\section*{Notes: static dipole polarisability of Fe$^{25+}$ (1s)}

Conventions: atomic units, point nucleus of infinite mass, static field $F$ along $z$ with $F\ll Z^3$. The electron feels $V=+Fz$, and $\Delta E=-\tfrac12\alpha_d F^2$ defines $\alpha_d$ in $a_0^3$ (times $4\pi\varepsilon_0$ in SI). $\alpha$ is the fine-structure constant and $Z=26$.

\subsection*{Estimate by hand}

I treat the electron as a mass on a spring. The field displaces it by $F/\omega^2$, so $\alpha_d=1/\omega^2$. For $\omega$ I take the resonance line 1s--2p, $\omega=\tfrac38Z^2\approx2.5\times10^2\,E_h$, about 7 keV. Then
\begin{equation}
\alpha_d\approx 1/250^2=1.6\times10^{-5}\,a_0^3 .
\end{equation}
This should be too high, because every other excitation is stiffer. The electron moves at $v/c\approx Z\alpha\approx0.19$, so I expect relativity to enter at $(Z\alpha)^2\approx0.04$, and downwards, since it binds 1s more tightly.

\subsection*{Careful calculation, nonrelativistic}

I set $Z=1$ and scale afterwards. Write $\Psi=\psi_0+F\psi_1+F^2\psi_2+\dots$ with $\psi_0=e^{-r}/\sqrt\pi$ and $E_0=-\tfrac12$. The first-order energy vanishes by parity. Following Dalgarno and Lewis (1955), I solve $(H_0-E_0)\psi_1=-z\psi_0$ directly. With $\psi_1=f\psi_0$ it becomes
\begin{equation}
Lf\equiv-\tfrac12\nabla^2f+\partial_rf=-z .
\end{equation}
Acting on $r\cos\theta$ and $r^2\cos\theta$, $L$ gives $\cos\theta$ and $(2r-2)\cos\theta$, so
\begin{equation}
f=-z\,(1+r/2).
\end{equation}
This is regular, normalisable and orthogonal to $\psi_0$. The operator $H_0-E_0$ has no null vector with $l=1$, so $\psi_1$ equals the complete sum over states, continuum included. With $\langle r^n\rangle=(n+2)!/2^{n+1}$ and $z^2\to r^2/3$,
\begin{equation}
E_2=\langle zf\rangle=-\tfrac13\left(3+\tfrac{15}{4}\right)=-\tfrac94 .
\end{equation}
For charge $Z$, lengths scale as $1/Z$ and energies as $Z^2$, so $F\to F/Z^3$ and $\Delta E=-\tfrac94F^2/Z^4$:
\begin{equation}
\alpha_d^{\rm NR}=\frac{9}{2Z^4}=9.847\times10^{-6}\,a_0^3 .
\end{equation}

\subsection*{Leading relativistic correction}

At order $\alpha^2$ the Pauli operator for $Z=1$ is $W=-\tfrac12\alpha^2T^2+\tfrac{\pi}{2}\alpha^2\delta(\mathbf r)$ plus spin--orbit terms, with $T=p^2/2$. The spin--orbit terms drop out. $\mathbf L\cdot\mathbf S$ has no expectation value in an $m_l=0$ orbital. The field-induced term $\propto\boldsymbol\sigma\cdot(\mathbf F\times\mathbf p)$ contains only $p_x,p_y$ and cannot connect $\psi_0$ with $\psi_1$. A uniform field adds no Darwin term. The shift is $\langle\Psi|W|\Psi\rangle/\langle\Psi|\Psi\rangle$, whose $F^2$ coefficient is
\begin{equation}
\delta E_2=\langle\psi_1|W|\psi_1\rangle+2\langle\psi_0|W|\psi_2\rangle-W_{00}N_2,\qquad N_2=\langle\psi_1|\psi_1\rangle+2\langle\psi_0|\psi_2\rangle ,
\end{equation}
with $W_{00}=\langle\psi_0|W|\psi_0\rangle$. Only the s part $g\psi_0$ of $\psi_2$ enters. It obeys $Lg=E_2-\overline{zf}=-\tfrac94+\tfrac13r^2+\tfrac16r^3$, the bar being the angular average. With $Lr^n=nr^{n-1}-\tfrac12n(n+1)r^{n-2}$,
\begin{equation}
g=\tfrac1{24}r^4+\tfrac14r^3+\tfrac34r^2 .
\end{equation}
An additive constant cancels in $\delta E_2$. I choose $g(0)=0$, and since $f(0)=0$ the Darwin term survives only in $W_{00}=(-\tfrac58+\tfrac12)\alpha^2=-\tfrac18\alpha^2$. The norm is $N_2=\tfrac{43}{8}+2\cdot\tfrac{81}{16}=\tfrac{31}{2}$.

For $T^2$ I let one $T$ act on each side and use the perturbation equations. With $A=1/r-\tfrac12$, $T\psi_0=A\psi_0$, $T\psi_1=(Af-z)\psi_0$, and the s part of $T\psi_2$ is $(Ag+E_2-\overline{zf})\psi_0$. Then
\begin{align}
\langle(Af-z)^2\rangle&=\tfrac13\langle(1+r-r^2/4)^2\rangle=\tfrac{101}{96},\\
\langle A(Ag+E_2-\overline{zf})\rangle&=\tfrac{21}{64}-\tfrac98-\tfrac18=-\tfrac{59}{64},\\
\delta E_2/\alpha^2&=-\tfrac12\left(\tfrac{101}{96}-\tfrac{59}{32}\right)+\tfrac18\cdot\tfrac{31}{2}=\tfrac{19}{48}+\tfrac{31}{16}=\tfrac73 .
\end{align}
$W$ scales as $Z^2(Z\alpha)^2$, hence
\begin{equation}
\alpha_d=\frac{9}{2Z^4}\left[1-\frac{28}{27}(Z\alpha)^2+O\big((Z\alpha)^4\big)\right].
\end{equation}
For iron $(Z\alpha)^2=0.0360$, the bracket is $0.9627$, and $\alpha_d=9.48\times10^{-6}\,a_0^3$.

The relativistic reduction is 3.7\%. Relative sizes of what I left out:
\begin{itemize}
\item Next Dirac order: $(Z\alpha)^4=1.3\times10^{-3}$ times a coefficient I have not derived.
\item Recoil: the reduced mass enters as $\mu^{-3}$, and the field couples to the relative coordinate with charge $1+(Z-1)m/(M+m)$, which enters squared. Together they give $+(2Z+1)m/M=5\times10^{-4}$ for $M\approx56$ u.
\item Radiative terms: nominal scale $\alpha(Z\alpha)^2=3\times10^{-4}$.
\item Nuclear size: nominal scale $(ZR/a_0)^2=4\times10^{-6}$ for a typical $R\approx4$ fm.
\end{itemize}
None rivals 3.7\%, but the third figure of 9.48 is uncertain by about one unit.

\subsection*{Why the two differ}

The estimate exceeds the careful value by $1.6/0.948=1.69$. This factorises:
\begin{equation}
\underbrace{(253.5/250)^2}_{1.028}\times\underbrace{\frac{64/9}{9/2}}_{1.580}\times\underbrace{\frac{1}{0.9627}}_{1.039}=1.69 .
\end{equation}
The first factor is my rounding of $\omega$ and the last is relativity. The middle one, $128/81$, is independent of $Z$ and holds nearly all of the discrepancy.

To see its origin I write $\alpha_d^{\rm NR}=\sum_jf_j/\omega_j^2$ with $\sum_jf_j=1$. All $f_j$ from the ground state are positive, so placing the whole strength at the lowest $\omega$ gives the upper bound $64/9=7.11$ in units of $a_0^3/Z^4$. That bound is my spring. The standard hydrogen strengths, for $Z=1$, are
\begin{align}
f_{np}&=\frac{2^8n^5(n-1)^{2n-4}}{3(n+1)^{2n+4}},&\omega&=\tfrac12(1-n^{-2}),\\
\frac{df}{d\epsilon}&=\frac{2^8\,e^{-4\arctan(k)/k}}{3(1+k^2)^4(1-e^{-2\pi/k})},&\omega&=\tfrac12(1+k^2),
\end{align}
with $\epsilon=k^2/2$. Summing and integrating them:
\begin{center}
\begin{tabular}{lccc}
 & $f$ & $\sum f/\omega^2$ & spring, $64f/9$\\ \hline
2p & 0.416 & 2.96 & 2.96\\
$n\ge3$ & 0.149 & 0.70 & 1.06\\
continuum & 0.435 & 0.84 & 3.09\\ \hline
total & 1.000 & 4.50 & 7.11
\end{tabular}
\end{center}
The totals recover the sum rule and the $9/2$ obtained above without any states. The spring is right for 2p by construction. Its excess is $2.61$, of which the continuum supplies $2.26$, or 86\%. The continuum holds more strength than the resonance line, but it starts at $\omega=\tfrac12$ and runs far above, where $1/\omega^2$ suppresses it. It cannot be dropped either: the bound states alone give $3.66$, short by 19\%.

My guess for relativity did better. The sign held, and the coefficient $28/27$ is close to the 1 that I assumed. As a test of the nonrelativistic limit, $9/(2Z^4)$ is too high by 3.9\% at $Z=26$, which is small beside the 58\% excess of the one-frequency picture. To the figures that the neglected terms leave safe, $\alpha_d(\mathrm{Fe}^{25+},1s)=9.5\times10^{-6}\,a_0^3$.